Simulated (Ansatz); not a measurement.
The calculation used Ansatz, DFT PBE, scalar-relativistic, plane waves, PAW. All cells share a 420 eV cutoff and Γ-centred k meshes spaced at most about 0.3 Å⁻¹ (about 0.25 or finer for metals, 2π included). No spin polarisation in the final relaxations.

Temperature and zero-point effects are left out.

Two relaxed structures of Bi2Te:

A. Space group P42_12 (No. 90), tetragonal, a = 6.478 Å, c = 5.784 Å. Around Bi lie 2 Te at 3.21 Å and 4 Bi at 3.25 Å; around Te lie 4 Bi at 3.21 Å.

B. Space group I4_1/amd (No. 141), tetragonal, a = 8.347 Å, c = 6.216 Å. Bi has 2 Te at 3.13 Å and 4 Bi at 3.34 Å; Te has 4 Bi at 3.13 Å.

Task: Which would you expect to be lower, and how large is the difference?

Result: B is lower, by 124 meV/atom. A has space group P42_12 (No. 90), 40.5 Å³/atom and no gap on its mesh; B has space group I4_1/amd (No. 141), 36.1 Å³/atom and no gap. Origin: A was invented; B is a Materials Project cell, relaxed.

No dispersion correction is applied, so the spacing and binding between layers, chains or molecules are poorly described (P42_12), and this can change margins and order among such cells. These runs have no spin–orbit coupling, which can matter for Bi and Te. The zero gap of P42_12 may come from the functional, which often closes small gaps, or the cell may be a true semimetal. Cells relaxed within their symmetry can be saddle points.

The I4_1/amd cell is favoured by 124 meV/atom and is also the denser of the two. Its Bi–Te contacts are shorter, 3.13 against 3.21 Å, while its nearest listed Bi–Bi contacts are longer, 3.34 against 3.25 Å. This suggests that stronger polar Bi–Te bonding and more efficient packing outweigh some loss of Bi–Bi overlap, though the energy difference cannot be divided between these contributions from distances alone.

In both cells the Bi–Bi contacts are longer than the short bonds in elemental bismuth, pointing to weak, delocalised p bonding rather than localised electron-pair bonds. Such bonding fits the composition: telluride formation leaves bismuth formally oxidised only to about +1, with p electrons still available for Bi–Bi interactions.

Known Bi2Te is a layered phase built from bismuth bilayers and Bi2Te3-type quintuple layers, a motif not represented by either tetragonal cell. The result therefore ranks these two candidates but does not identify the ground state of Bi2Te.
